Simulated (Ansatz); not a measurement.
## Rh: energy above lowest point against volume scale

All results are calculated (Ansatz 0.2.0). Free energy against uniform scaling of the volume at fixed shape and fractions; periodic cell, basis, potentials, k mesh and filling as listed.

The cell before it is scaled or strained (space group P6_3/mmc, No. 194):
```
CELL_PARAMETERS angstrom
2.73100 0.00000 0.00000
-1.36550 2.36510 0.00000
0.00000 0.00000 4.42850
ATOMIC_POSITIONS crystal
Rh 0.66667 0.33333 0.75000
Rh 0.33333 0.66667 0.25000
```

Settings of every row: functional PBEsol; dispersion none; potentials all-electron LAPW; k mesh 12x12x7; k shift 0x0x0; occupations gaussian; smearing width 0.15 eV; spin none.

Limits: coarse k mesh, up to 40 meV an atom off; the cell comes from a prototype or a list of computed structures and needn't be the stable phase.

| row | volume scale | V (Å³/atom) | energy above lowest point (meV/atom) |
| --- | --- | --- | --- |
| 1 | 0.94 | 13.444 | 0 |
| 2 | 0.96 | 13.73 | 1.2 |
| 3 | 0.98 | 14.016 | 12.6 |
| 4 | 1 | 14.302 | ? |
| 5 | 1.02 | 14.588 | 61.1 |
| 6 | 1.04 | 14.874 | 96.2 |
| 7 | 1.06 | 15.16 | 137.2 |

Question: what energy above lowest point should row 4 give?

Worked fit of energy above lowest point. Take u = (V_r/V)^(2/3) − 1 with V_r = 14.302 Å³ an atom, which is twice the finite (Eulerian) strain; such expansions in the strain, on which the Birch-Murnaghan equation of state is built, carry the rest volume and the bulk modulus. The shown rows have u = 0.04211, 0.02758, 0.01356, -0.01311, -0.0258, -0.0381. Least squares give energy above lowest point = 32.95 − 1833.6 × u + 24299 × u² + 15770 × u³ meV/atom; a parabola predicts inner rows, each left out in turn, worse (root mean square 0.35 against 0.052 meV/atom). All shown rows lie on it to the printed digit. Its lowest point lies at u = 0.0364, or V = 13.55 Å³ an atom, and the curvature there gives the bulk modulus at fixed shape and fractions, B = (4/9)(1 + u)² E″(u)/V = 294 GPa. Letting shape and atoms relax would as a rule lower it, by much in layered, chain or molecular crystals. The withheld row has u = 0, so the fit gives 32.95 − 1833.6 × (0) + 24299 × (0)² + 15770 × (0)³ = 33.0 meV/atom.

The calculation gave 32.9 meV/atom. The fit lies 0.1 meV/atom (0.073 % of the column's range) above it, one unit of the last digit.
